## How does the lattice energy of KF respond when one thing is changed?

The lattice energy $U$ is the energy needed to separate one mole of formula units of a static crystal into gas-phase ions at rest, so $U>0$. It measures cohesion with respect to ions, and is therefore only one term in the formation energy of, say, a fluoride on a chamber wall. We take rock-salt KF as the baseline and change one thing at a time. Each effect is first estimated and then calculated.

### The working equation

In the Born–Mayer model the energy per mole at cation–anion distance $r$ is

$$E(r)=-\frac{C}{r}+Z\lambda\,e^{-r/\rho},\qquad C=\frac{N_A M|z_+z_-|e^2}{4\pi\varepsilon_0}.$$

Here $M$ is the Madelung constant per formula unit, referred to the nearest-neighbour distance with $|z_+z_-|$ factored out. $Z$ is the number of nearest-neighbour bonds per formula unit, and $\lambda$ and $\rho$ are the strength and range of the overlap repulsion. The condition $dE/dr=0$ at $r_0$ makes the repulsion equal to $C\rho/r_0^2$, so

$$U=-E(r_0)=\frac{C}{r_0}\left(1-\frac{\rho}{r_0}\right).$$

Kapustinskii's step concerns $M/\nu$, where $\nu$ is the number of ions per formula unit. It tends to rise with coordination, and so does $r_0$, so $M/(\nu r_0)$ is nearly constant. Every crystal is then assigned the rock-salt value ($M=1.7476$, $\nu=2$) and the distance $r_0=r_++r_-$ from six-coordinate radii:

$$U=K\,\frac{\nu|z_+z_-|}{r_0}\left(1-\frac{\rho}{r_0}\right),\qquad K=\frac{1.7476}{2}\,\frac{N_Ae^2}{4\pi\varepsilon_0}=1.214\times10^{5}\ \text{kJ pm/mol}.$$

The inputs are the conventional, approximate $\rho=34.5$ pm and approximate six-coordinate Shannon radii in pm: K$^+$ 138, Na$^+$ 102, Ca$^{2+}$ 100, F$^-$ 133, Cl$^-$ 181.

**Baseline.** For KF, $r_0=271$ pm and $x=\rho/r_0=0.1273$. The Coulomb term is 896 kJ/mol and the repulsion 114 kJ/mol, so $U_0=782$ kJ/mol, or 8.10 eV per formula unit.

**Sensitivities.** Logarithmic differentiation gives

$$\frac{\partial\ln U}{\partial\ln r_0}=-\frac{1-2x}{1-x}=-0.854,\qquad \frac{\partial\ln U}{\partial\ln\rho}=-\frac{x}{1-x}=-0.146.$$

The first is weaker than the pure Coulomb value $-1$, because the repulsive fraction $x$ shrinks as the ions grow. The second derivative $U''=(2C/r_0^3)(1-3x)$ is positive for $x<1/3$. A linear estimate in $r_0$ therefore always lies below the full result.

### 1. Smaller cation: K → Na

*Reasoning.* The distance drops by 36 pm, so $U$ rises. The linear estimate is $0.854\times36/271=11.3\%$, and convexity makes the full gain larger.

*Calculation.* With $r_0=235$ pm, $U=882$ kJ/mol, a change of $+12.7\%$.

### 2. Larger anion: F → Cl

*Reasoning.* The distance grows by 48 pm, so $U$ falls. The linear estimate is $-15.1\%$, and convexity now makes the loss smaller.

*Calculation.* With $r_0=319$ pm, $U=679$ kJ/mol, a change of $-13.2\%$. Only the radius sum enters, so a picometre on the anion counts exactly as much as a picometre on the cation.

### 3. Divalent cation: K → Ca

*Reasoning.* Neutrality turns the formula into CaF$_2$, and $\nu|z_+z_-|$ goes from 2 to 6. That is a factor of 3 per formula unit. The distance drops by 38 pm, worth about $+12.0\%$, so the estimate is a factor of 3.36.

*Calculation.* With $r_0=233$ pm, $U=2.66\times10^3$ kJ/mol, a factor of 3.41. Charge and ion count dominate over size. CaF$_2$ has the fluorite structure with 8:4 coordination, so this number leans on the constancy of $M/(\nu r_0)$, which the next case tests on another structure.

### 4. Coordination: six → eight

The Kapustinskii equation contains no structural input and predicts no change at all. To size that blind spot, place KF in the CsCl structure ($M=1.7627$, $Z=8$) with the same $\lambda$ and $\rho$.

*Reasoning.* $M$ rises by only 0.86%, while the number of repulsive contacts rises by a third, so the lattice must expand. Equilibrium requires $C/r_0^2=(Z\lambda/\rho)e^{-r_0/\rho}$ in each structure. The logarithm of the ratio of the two conditions is

$$\frac{r_8-r_6}{\rho}-2\ln\frac{r_8}{r_6}=\ln\frac{8}{6}-\ln\frac{M_8}{M_6}=0.279.$$

Linearised, the expansion is $0.279/(1/\rho-2/r_6)=12.9$ pm. The estimated change of $U$ is $0.86\%-0.854\times12.9/271=-3.2\%$.

*Calculation.* The root is $r_8=283.8$ pm, 4.7% longer. The ratio $M/(\nu r_0)$ changes by $-3.7\%$, and $U=758$ kJ/mol, a change of $-24$ kJ/mol or $-3.1\%$. In this model, near constancy means a few percent.

Neglected terms rival this difference. Rock salt has 12 like-ion second-neighbour pairs per formula unit at $\sqrt2\,r_6=383$ pm. The CsCl structure has 6 at $2r_8/\sqrt3=328$ pm. If these pairs repelled with the same $\lambda$ and $\rho$, they would cost about 9 and 22 kJ/mol, which widens the gap by about 13 kJ/mol. Dispersion, typically 20–30 kJ/mol in total for such a salt, is also absent, and between the closer second neighbours it acts the other way. The $-24$ kJ/mol is an indication of scale, not a phase-stability calculation.

### 5. Harder ions: $\rho$ lowered by 10%

*Reasoning.* At fixed $r_0$ a steeper wall balances the same Coulomb force with less stored energy, so $U$ rises by $0.146\times10\%$, about 1.5%.

*Calculation.* $U$ is linear in $\rho$, so the estimate is exact: $U=793$ kJ/mol. A single $\rho$ for all salts is tolerable because this sensitivity is small.

### 6. Hydrostatic compression by 1% in length

*Reasoning.* Inserting $0.99\,r_0$ into the Kapustinskii equation suggests a gain of 6.7 kJ/mol. That is wrong in sign and size. The equation compares different compounds, each at its own zero-pressure minimum. One crystal pushed off its minimum must lose binding, and only in second order. With $E''(r_0)=(C/r_0^3)(1/x-2)$, the estimate is $\tfrac12\times896\times(1/x-2)\times10^{-4}=0.26$ kJ/mol.

*Calculation.* $E(0.99\,r_0)-E(r_0)=0.27$ kJ/mol. With the formula-unit volume $V_m=2r^3$ of rock salt, the model pressure $-dE/dV$ at this strain is about 0.8 GPa. A hydrostatic stress of that order leaves the lattice energy practically unchanged.

| Change | Estimate | Calculation | $U$ (eV per formula unit) |
|---|---|---|---|
| K → Na | $+11.3\%$ | $+12.7\%$ | 9.14 |
| F → Cl | $-15.1\%$ | $-13.2\%$ | 7.04 |
| K → Ca | $\times3.36$ | $\times3.41$ | 27.6 |
| $Z$: 6 → 8 | $-3.2\%$ | $-3.1\%$ | 7.86 |
| $\rho$: $-10\%$ | $+1.5\%$ | $+1.5\%$ | 8.22 |
| 1% compression | $-0.26$ kJ/mol | $-0.27$ kJ/mol | 8.10 |

### 7. Volume in place of radii

X-ray diffraction gives a volume per formula unit, not radii. Define $I=\tfrac12\sum_i n_iz_i^2$, with $n_i$ ions of charge number $z_i$ per formula unit. For a neutral binary salt $n_+|z_+|=n_-|z_-|$, and hence $\nu|z_+z_-|=2I$. With $A=121.4$ kJ nm/mol, which is $K$ in other units,

$$U=\frac{2AI}{L},\qquad L=\frac{r_0}{1-\rho/r_0}.$$

Glasser and Jenkins (2000) proposed a limiting form for lattice energies above about 5000 kJ/mol. It amounts to the empirical replacement $L\to2(V_m/2I)^{1/3}$:

$$U_{\rm lim}=AI\left(\frac{2I}{V_m}\right)^{1/3}.$$

*Reasoning.* For rock salt with charges $\pm z$, $I=z^2$ and $V_m=2r_0^3$, so

$$\frac{U_{\rm lim}}{U}=\frac{z^{2/3}}{2(1-x)}.$$

The ratio is well below one for $z=1$ and grows with charge. The two forms cannot agree for all $z$, which is why the limiting form carries a range of validity.

*Calculation.* For KF, $V_m=0.0398$ nm$^3$. The replacement length is 542 pm against $L=311$ pm, and $U_{\rm lim}=448$ kJ/mol, only 0.573 of $U_0$. KF lies far outside the range. Doubling both charges at fixed $r_0$ multiplies $U$ by 4, to $3.13\times10^3$ kJ/mol. It multiplies $U_{\rm lim}$ by $2^{8/3}=6.35$, to $2.84\times10^3$ kJ/mol, and the ratio becomes 0.909.

Inside the range lies Y$_2$O$_3$, a chamber-coating oxide with $I=15$. Take the approximate inputs $V_m=0.0745$ nm$^3$, $r(\text{Y}^{3+})=90$ pm and $r(\text{O}^{2-})=140$ pm. Then $r_0=230$ pm, $L=271$ pm, and the replacement length is also 271 pm. The results are $U=13.5$ MJ/mol and $U_{\rm lim}=13.4$ MJ/mol. This compares two models for one compound and does not test either against experiment.

The volume response differs too. $U_{\rm lim}$ has $\partial\ln U/\partial\ln V_m=-1/3$, whereas the rock-salt Kapustinskii value at KF is $-0.854/3=-0.285$. Both slopes compare equilibrium crystals of different size, and neither describes a strained film.